## Strain energy of hexagonal iridium: volume first, then shape

Naively, the two lattice constants of hexagonal iridium should act as two separate springs. Each would cost an energy that grows with the square of its own change, and the two costs would add. The computed energies contradict this. Moving a one grid step below its rest value costs 48.1 meV per atom, and stretching c to its largest value costs 63.6. Both changes together cost only 61.2, less than the stretch of c alone.

Ansatz 0.2.0, scalar-relativistic DFT (LDA, PAW, plane waves up to 420 eV) for hexagonal iridium (P6₃/mmc, two atoms per cell), without spin polarization. The k mesh is 18×18×10, with Gaussian smearing of 0.15 eV. Free energies are counted from the relaxed hexagonal crystal; symmetry fixes all fractional coordinates.

| lattice c (Å) | free energy change at lattice a 2.5159 angstrom (meV an atom) | free energy change at lattice a 2.579 angstrom (meV an atom) | free energy change at lattice a 2.6421 angstrom (meV an atom) | free energy change at lattice a 2.7053 angstrom (meV an atom) | free energy change at lattice a 2.7684 angstrom (meV an atom) | free energy change at lattice a 2.8315 angstrom (meV an atom) | free energy change at lattice a 2.8946 angstrom (meV an atom) |
| --- | --- | --- | --- | --- | --- | --- | --- |
| 4.1669 | 824.4 | 436.3 | 202.0 | 88.5 | 66.7 | 114.5 | 216.1 |
| 4.2400 | 693.9 | 335.2 | 127.0 | 37.6 | 39.8 | 110.4 | 232.3 |
| 4.3131 | 592.5 | 260.9 | 76.9 | 9.0 | 31.5 | 121.9 | 262.3 |
| 4.3862 | 516.7 | 209.7 | 48.1 | 0.0 | 40.2 | 147.6 | 304.3 |
| 4.4593 | 463.9 | 178.7 | 37.6 | 7.8 | 64.1 | 186.1 | 356.7 |
| 4.5325 | 431.3 | 165.5 | 42.6 | 29.8 | 101.0 | 236.1 | 418.8 |
| 4.6056 | 416.3 | 167.9 | 61.2 | 63.6 | 148.7 | 295.8 | 489.0 |

In this cell the squeeze of a and the stretch of c nearly cancel in volume. The cost is therefore easier to understand from how much the volume changes and how much the shape changes. A good hand estimate starts by translating the two lattice constants into these two quantities.

### The two strains

Let $e$ and $f$ be the changes of a and c in percent, each taken relative to the mean of the old and the new length. This choice keeps stretching and compression on an equal footing. The rest values are a = 2.7053 Å and c = 4.3862 Å. Because a sets two directions and c one, the volume strain $v$ and the shape strain $s$ are

$$v = 2e + f, \qquad s = f - e .$$

The rule for the energy cost, in meV per atom, is

$$\Delta E \approx 1.75\,v^2\left(1-\frac{v}{100}\right) + 1.2\,s^2\left(1-\frac{4v}{100}\right).$$

The first term is the price of changing the volume, the second that of changing the shape. The brackets state how both prices fall as the crystal expands.

### Why the two costs add

A uniform elastic block, with the same properties in all directions, is the simpler system to keep in mind. For small strains it has only two stiffnesses: the bulk modulus $B$ resists a change of volume and the shear modulus $G$ a change of shape. Neither strain helps or hinders the other. Hexagonal symmetry would allow a coupling between them, but each iridium atom has twelve neighbours at nearly equal distances, and their directions hardly favour the c axis over the plane across it. A uniform expansion then loads all these bonds almost alike and gives little push towards a flatter or a longer cell. For these two strains the crystal therefore behaves much like the block. The likeness ends at large strains, where the stiffnesses of the crystal depend on its density.

The block also tells what the constants mean. With $V_0$ the volume per atom at rest and strains written as fractions, the volume term is $\tfrac12 B V_0 v^2$. A pure shape change moves c by $\tfrac23 s$ and each in-plane direction by $-\tfrac13 s$. The squares of these three strains add up to $\tfrac23 s^2$, so the shape term is $\tfrac23 G V_0 s^2$. The rule thus corresponds to a bulk modulus of about 400 GPa and an effective shear modulus of about 210 GPa, within this functional and for a static lattice without spin-orbit coupling. The local density approximation tends to make metals somewhat too stiff, so the bulk modulus is probably on the high side.

The same picture explains why the cheapest a shifts from row to row. When c is stretched, the crystal can save volume energy by shrinking a, but it pays for this in shape. Setting the derivative of the small-strain cost with respect to $e$ to zero gives

$$7(2e+f) = 2.4(f-e), \qquad e \approx -0.28 f .$$

This is the familiar sideways contraction of a stretched bar. A material that resists volume change more strongly, relative to its resistance to shear, would contract more.

### Why expansion makes the crystal softer

Compression costs more than an equal stretch. At the rest value of c, the smallest a in the table costs 516.7 meV per atom and the largest only 304.3, although both lie equally far from rest in ångström. As a strain the squeeze is slightly larger, 7.3 % against 6.8 %, but that accounts for only a minor part of the gap. The usual explanation is that the repulsion between atoms rises more steeply at short distance than the bonding does. The energies show the asymmetry; they do not separate repulsion from bonding.

For the volume term, the size of the effect follows from an ordinary equation of state. In most metals the bulk modulus grows with pressure at a rate $B'$ of roughly 5. Integrating the pressure over the volume, up to the third power of the strain, gives

$$\Delta E_{\mathrm{vol}} = \tfrac12 B V_0 v^2\left[1-\frac{B'-2}{3}\,v\right],$$

again with $v$ as a fraction. For $B'=5$ the factor in front of $v$ is 1, which is the value in the rule.

The shape term softens about four times as fast, yet this does not mean that the shear modulus is far more sensitive than the bulk modulus. The energy of a volume change builds up along the whole path from rest, and the first part of that path is still stiff. A shape change in an expanded crystal meets the weakened resistance from the start. If $G$ falls by 5 % for each percent of volume while the volume itself grows by 1 %, their product falls by about 4 %. Both moduli then soften at much the same rate.

That volume causes this softening, and not the direction of the distortion, can be read from the table. At nearly constant volume, flattening the cell and elongating it by similar amounts cost almost the same: 66.7 and 61.2 meV per atom, for slightly different strains. The large difference in shape stiffness appears only when the volume changes too.

### Two estimates by hand

The constants were set with six cells from the first and the last row and then rounded. Neither of the two cells below was among them. The first lies in the row c = 4.3131 Å, at a = 2.8315 Å. Its strains are

$$e = 100\,\frac{2.8315-2.7053}{2.7684} = 4.56, \qquad f = 100\,\frac{4.3131-4.3862}{4.3497} = -1.68,$$

so that $v = 7.44$ and $s = -6.24$. The two parts of the cost become

$$1.75\times 7.44^2\times 0.926 \approx 90, \qquad 1.2\times 6.24^2\times 0.702 \approx 33 .$$

The estimate is 90 + 33 = 123 meV per atom, against a computed 121.9. Nearly three quarters of it pays for volume. Shrinking c has taken back some of the expansion, but at the price of a flatter cell.

The second cell lies in the row c = 4.5325 Å, at a = 2.579 Å. Here a is squeezed and c stretched, with $v = -6.28$ and $s = 8.06$. Volume costs about 73 meV per atom and shape about 98, together 171, which is 3 % above the computed 165.5. This time shape is the larger part. In both cells the changes of a and c partly cancel in volume and reinforce each other in shape, but here c changes about twice as much, and the compressed crystal also resists a change of shape more strongly.

### How far the rule can be trusted

In the five rows that played no part in setting the constants, each estimate for a strained cell lies within 4 % of the computed energy. The typical (root-mean-square) miss there is about 3 meV per atom. With the same stiffnesses but no softening it rises to 47, so the brackets are essential once the strains reach several percent. The printed output after this text lists the misses cell by cell.

The largest relative error, 6 % of the computed value, occurs at the smallest c with a = 2.8315 Å. This cell is expanded and strongly flattened, so shape makes up most of its cost. For it the rule uses a shape stiffness of $1.2\times(1-0.16)\approx 1.01$, while the computed energy calls for 0.93. The cell was one of the six used to set the constants, so the miss shows the limits of a rule with round numbers, a single straight-line softening and no coupling between volume and shape.

The rule is meant for changes of up to about 7 % in a and 5 % in c. Its shape term falls to zero at a volume strain of 25 % and then turns negative. A real crystal can lose its resistance to shear when it is expanded far enough, but a straight line set at volume strains below 5 % cannot tell where. The most expanded cell in the table already reaches about 18 %, but its shape strain is small, so an error in the shape term would hardly show. An equally expanded cell with a strong distortion would be a poor case for this formula.

Symmetry fixes the relative positions of the atoms in every cell, so there was nothing to relax. Two restrictions matter in practical use. The shear modulus above belongs to changes of the ratio c/a; tilting the cell or distorting its hexagonal base is a different deformation. The energies are also counted from relaxed hexagonal iridium, whereas the stable form of the metal is face-centred cubic. The rule therefore gives the cost of straining the hexagonal crystal, not the cost of making it from ordinary iridium.

Output of the analysis:

```
volume stiffness when compressed, a 2.579 and c 4.1669 (meV an atom per percent squared): 2.022
volume stiffness when expanded, a 2.8315 and c 4.6056 (meV an atom per percent squared): 1.509
volume softening (percent per percent of volume): 1.021
shape stiffness, a 2.6421 and c 4.6056 (meV an atom per percent squared): 1.167
shape stiffness, a 2.7684 and c 4.1669 (meV an atom per percent squared): 1.206
shape stiffness when compressed, a 2.579 and c 4.6056, volume part removed (meV an atom per percent squared): 1.369
shape stiffness when expanded, a 2.8315 and c 4.1669, volume part removed (meV an atom per percent squared): 0.9343
shape softening (percent per percent of volume): 4.18
rms miss of the rule over the five inner rows (meV an atom): 2.676
rms miss without softening over the five inner rows (meV an atom): 47.3
bulk modulus implied by the rule (GPa): 403.4
effective shear modulus implied by the rule (GPa): 207.5
shrinkage of the best a per unit stretch of c for small strains: 0.2805
Miss of the rule, prediction less computed value, in percent (rest cell set to its miss in meV):
     row  a 2.5159  a 2.579  a 2.6421   a 2.7053  a 2.7684  a 2.8315  a 2.8946
  4.1669   -0.8158  -0.6756    -1.216     -2.285     2.259     6.078     4.498
    4.24   -0.2338   -0.045   -0.5343     -2.995   -0.4139     2.035      1.25
  4.3131    0.3958    0.695    0.3134     -3.857   -0.1505    0.4846   -0.2784
  4.3862     1.043    1.647     1.665  2.453e-06     1.313     0.367    -0.708
  4.4593     1.531    2.654     3.084    -0.5765     1.061     0.481   -0.6442
  4.5325     1.735    3.257     3.589     -1.248    0.2114     0.273   -0.6403
  4.6056     1.603    3.076     2.292     -1.507   -0.6858   -0.2454   -0.8156
Rule worked at a 2.579, strains in percent and energies in meV an atom:
     row  volume strain  shape strain  volume part  shape part  estimate
  4.1669         -14.69         -0.35        433.1      0.2334     433.4
    4.24         -12.95         1.389        331.5       3.515       335
  4.3131         -11.24         3.098          246        16.7     262.7
  4.3862         -9.561         4.779        175.3       37.89     213.2
  4.4593         -7.908         6.432        118.1       65.35     183.4
  4.5325          -6.28          8.06        73.35       97.54     170.9
  4.6056          -4.68          9.66        40.12       132.9     173.1
Rule worked at a 2.8315, strains in percent and energies in meV an atom:
     row  volume strain  shape strain  volume part  shape part  estimate
  4.1669          3.991         -9.69        26.76        94.7     121.5
    4.24           5.73        -7.951        54.17       58.48     112.6
  4.3131          7.439        -6.242        89.65       32.84     122.5
  4.3862           9.12        -4.561        132.3       15.86     148.1
  4.4593          10.77        -2.909        181.2       5.777       187
  4.5325           12.4         -1.28        235.8      0.9914     236.7
  4.6056             14        0.3196          295     0.05392     295.1
```
